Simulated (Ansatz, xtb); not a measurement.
## CH6F3GeNSi: which of two isomers lies lower

Structure X is `[NH2][Ge@@H]([SiH3])[C](F)(F)F`, a singlet and structure Y is `N[SiH2][GeH2][C](F)(F)F`, a singlet. Both are isolated molecules in the gas phase, relaxed with r2SCAN-D4/def2-SVP; each stands in its lowest conformer found.

X (Å):

```tsv
atom	x (Å)	y (Å)	z (Å)
C	0.3989	0.2816	-0.5276
F	-0.0429	0.3125	-1.8035
F	1.7491	0.3098	-0.5723
F	-0.0024	1.4266	0.0576
Ge	-0.2704	-1.3316	0.4415
N	0.6435	-1.2898	2.0348
Si	-2.5960	-1.0648	0.8489
H	0.2361	-1.8624	2.7718
H	1.6323	-1.5252	1.9576
H	0.0758	-2.5176	-0.4895
H	-3.3196	-0.9978	-0.4546
H	-2.8191	0.1934	1.6183
H	-3.1090	-2.2263	1.6373
```

Y (Å):

```xyz
13

C    -0.7998    1.2927   -0.0537
F    -0.7692    2.6356   -0.1987
F    -1.8810    0.8464   -0.7153
F     0.2896    0.8121   -0.7130
Ge   -0.7386    0.7704    1.8803
N     2.6633    0.9415    1.5327
Si    1.4168    1.5377    2.5834
H     2.5594    1.1257    0.5369
H     2.9644   -0.0210    1.6639
H     1.7030    1.0658    3.9692
H     1.3845    3.0290    2.5389
H    -1.9959    1.3877    2.5122
H    -0.8778   -0.7609    1.8697
```

Quicker runs give these differences E(Y) − E(X): GFN2-xTB −6.7 kcal/mol; HF/STO-3G −1.9 kcal/mol (at GFN2-xTB geometries); r2SCAN-D4/def2-SVP//GFN2-xTB −9.3 kcal/mol.

Q: Estimate E(Y) − E(X) at the level CCSD(T)/def2-SVP + ΔMP2/def2-TZVPP.

A: Calculated at CCSD(T)/def2-SVP + ΔMP2/def2-TZVPP: E(Y) − E(X) = −9.2 kcal/mol, so structure Y lies lower.

How the difference moves with the method:

| level | geometry | E(Y) − E(X) (kcal/mol) | departure from the last row (kcal/mol) | job, with rough time for the two |
| --- | --- | --- | --- | --- |
| GFN2-xTB | GFN2-xTB | −6.7 | +2.5 | optimisation, 0.3 s |
| HF/STO-3G | GFN2-xTB | −1.9 | +7.3 | single point, 0.72 s |
| r2SCAN-D4/def2-SVP//GFN2-xTB | GFN2-xTB | −9.3 | −0.2 | single point, 4.5 s |
| r2SCAN-D4/def2-SVP | r2SCAN-D4/def2-SVP | −9.8 | −0.6 | optimisation, 76 s |
| HF/def2-SVP | r2SCAN-D4/def2-SVP | −8.7 | +0.5 | part of the CCSD(T) run |
| MP2/def2-SVP | r2SCAN-D4/def2-SVP | −8.1 | +1.0 | part of the CCSD(T) run |
| CCSD(T)/def2-SVP | r2SCAN-D4/def2-SVP | −7.9 | +1.3 | single point |
| CCSD(T)/def2-SVP + ΔMP2/def2-TZVPP | r2SCAN-D4/def2-SVP | −9.2 |  | single point, 95 s |

As drawn, Y has 1 N–Si, 1 Ge–H in place of 1 Ge–N, 1 Si–H.

None of the levels shown reverses the order. The largest departure from CCSD(T)/def2-SVP + ΔMP2/def2-TZVPP is that of HF/STO-3G, 7.3 kcal/mol. The last row adds to CCSD(T) the change of the MP2 difference between the two basis sets, here −1.3 kcal/mol.

With thermal terms from frequencies at re-optimised GFN2-xTB minima (ideal gas, soft modes damped towards free rotors, one conformer each, 298.15 K, 1 atm): the zero-point term adds +0.5 kcal/mol; ΔH is −8.8 and ΔG −8.3 kcal/mol.

The correlated steps freeze 19 core orbitals; the filled d shell of Ge is correlated, in a basis made for valence electrons. Mirror images aren't counted in ΔG. Run with Ansatz 0.2.0, xtb 6.7.1; the last row on 2 threads of Intel(R) Xeon(R) 6975P-C (Granite Rapids) on a shared host.

Moving the amino group from germanium to silicon lowers the energy by 9.2 kcal/mol, and the thermal terms leave that preference largely intact. The isomers differ by an exchange of Ge–N and Si–H for Si–N and Ge–H, so the gain from the Si–N bond must outweigh the loss of the stronger Si–H bond. Silicon is less electronegative than germanium and overlaps better with nitrogen, making its bond to nitrogen more polar and stronger. Donation from the nitrogen lone pair into σ* orbitals at silicon probably helps, in keeping with the somewhat flatter amino group in Y.

Hartree–Fock in the split-valence basis already gives most of the preference, so it doesn't hinge on electron correlation. The much smaller value from STO-3G probably reflects a minimal basis too rigid to describe polarisation in these bonds. Because the amino group also leaves the centre bearing CF3, the energy difference can't be read as a pure difference in bond strengths; substituent interactions at germanium may contribute.
